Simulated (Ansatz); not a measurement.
Cd: pressure against volume scale

Results calculated with Ansatz 0.2.0, not measured. Plane-wave DFT, scalar-relativistic PAW made under PBE with cores redone for the functional, no dispersion; the given relaxed cell is scaled uniformly, energy at zero smearing counts from the unscaled cell, pressure at the given Fermi-Dirac smearing is positive in compression.

The cell before it is scaled or strained (space group P6_3/mmc, No. 194):
```
Cd
1.0
      3.0593     0.0000     0.0000
     -1.5296     2.6494     0.0000
      0.0000     0.0000     6.0560
Cd
2
Direct
  0.33333 0.66667 0.25000
  0.66667 0.33333 0.75000
```

Settings of every row: spin polarised no; functional RPBE; wave cutoff 420 eV; smearing width 0.1 eV; k mesh 19x19x9.

Atom starting moment: 0 on all atoms.

```
row  volume scale  V (Å³/atom)  pressure (GPa)  energy change per atom (meV)
  1          0.88       21.598            6.61                         52.13
  2          0.92       22.579               ?                             ?
  3          0.96       23.561            1.67                          4.75
  4          1.04       25.525           -1.06                          3.54
  5          1.08       26.506           -1.88                         13.06
  6          1.12       27.488           -2.45                         26.79
```

Question: what pressure should row 2 give?

Worked fit of pressure. Take u = (V_r/V)^(2/3) − 1 with V_r = 25.525 Å³ an atom, which is twice the finite (Eulerian) strain; such expansions in the strain, on which the Birch-Murnaghan equation of state is built, carry the rest volume and the bulk modulus. The shown rows have u = 0.11781, 0.05483, 0, -0.02483, -0.04819. Least squares give pressure = −1.088 + 38.586 × u + 226.26 × u² GPa; a straight line predicts inner rows, each left out in turn, worse (root mean square 0.76 against 0.064 GPa). The rows lie off it by 0.01, -0.04, 0.03, 0.03, -0.03. The pressure vanishes at u = 0.0246, or V = 24.61 Å³ an atom, and there the bulk modulus at fixed shape and fractions is B = −V dP/dV = (2/3)(1 + u) dP/du = 34 GPa. Letting shape and atoms relax would as a rule lower it, by much in layered, chain or molecular crystals. The withheld row has u = 0.08519, so the fit gives −1.088 + 38.586 × (0.08519) + 226.26 × (0.08519)² = 3.84 GPa.

The calculation gave 3.79 GPa. The fit lies 0.05 GPa (1.3 % of the value, 0.55 % of the column's range) above it; its largest miss of a shown row is 0.04 GPa.

The other values of row 2: energy change per atom 20.85 meV.
